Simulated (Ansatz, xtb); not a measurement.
Two conformers of AlH3O2Zn

Structure a: `[OH][Al]([OH])[ZnH]`, a singlet. Structure b: `[OH][Al]([OH])[ZnH]`, a singlet. Both are isolated molecules in the gas phase, relaxed with B3LYP/6-31G*.

a (Å):

```xyz
7

Al   -1.2822    0.7918    1.4611
O    -2.4160   -0.4962    1.3056
O    -0.0233    1.0403    0.3112
Zn   -1.4614    2.2825    3.3334
H    -2.4237   -1.1435    0.5897
H     0.1278    0.4950   -0.4707
H    -1.5785    3.2557    4.5557
```

b (Å):

```xyz
7

Al    0.0134   -0.0545   -0.2265
O    -0.0351   -0.4933   -1.8954
O     1.5991    0.0644    0.4288
Zn   -1.7773    0.4138    1.3199
H    -0.8686   -0.5916   -2.3713
H     2.3634   -0.1109   -0.1375
H    -2.9173    0.7228    2.3492
```

Energies in hartree; the thermal terms are from B3LYP/6-31G* harmonic frequencies (ideal gas, rigid rotor, one conformer each, 600 K, 1 atm) and include the zero-point energy:

```
                                a            b
E, CCSD(T)/def2-TZVP  −2172.565003  −2172.564958
   zero-point energy      0.032682      0.033034
        H(600 K) − E      0.054377      0.054489
        G(600 K) − E     −0.043327     −0.043815
```

Question: Work out ΔE, ΔE₀, ΔH and ΔG for a → b in kcal/mol (1 Eh = 627.51 kcal/mol) and the equilibrium ratio [b]/[a].

Answer: 1. ΔE = −2172.564958 − (−2172.565003) = +0.000045 Eh = +0.03 kcal/mol.
2. ΔE₀ = ΔE + ΔZPE = +0.000045 + (+0.000352) Eh = +0.25 kcal/mol.
3. ΔH = ΔE + (+0.000112) Eh = +0.10 kcal/mol.
4. ΔG = ΔE + (−0.000488) Eh = −0.28 kcal/mol, so ΔS = (ΔH − ΔG)/T = +2.6 J/(mol K).
5. kT = 1.9001 mEh, so K = [b]/[a] = exp(−ΔG/kT) = exp(+0.23) ≈ 1.3.

The two are too close for this level to say which is favoured. An error of 1 kcal/mol in ΔG would change K by a factor of 2.3. Mirror images and further conformers aren't counted.

Other levels gave ΔE = −0.3 (B3LYP/6-31G*); +0.1 (HF/def2-TZVP); +0.2 (MP2/def2-TZVP) kcal/mol. The correlated steps freeze 12 core orbitals; the last core shell of Zn is correlated, in a basis made for valence electrons. Programs: Ansatz 0.2.0.

Both conformers are planar at aluminium and differ in one hydroxyl group. In a, both O–H bonds point away from zinc, while in b one is turned towards it. The near-zero ΔE is reasonable, because the turn leaves the Al–O and Al–Zn bonds intact and keeps an oxygen lone pair aligned with the formally empty Al 3p orbital. Neither form has a hydrogen-to-oxygen contact short enough for a real internal hydrogen bond, so only small electrostatic and repulsive differences remain, and these largely cancel.

The change of sign between ΔH and ΔG comes from entropy. The larger zero-point energy of b suggests slightly stiffer vibrations, which would normally lower its entropy, yet ΔS is positive. The likely reason is symmetry: a has a twofold axis that b lacks, as either hydroxyl can be the one turned. If the rotational term already includes this, K should not be doubled again for the two equivalent forms of b. The slight excess of b would then be statistical rather than a sign of an attraction between O–H and zinc.
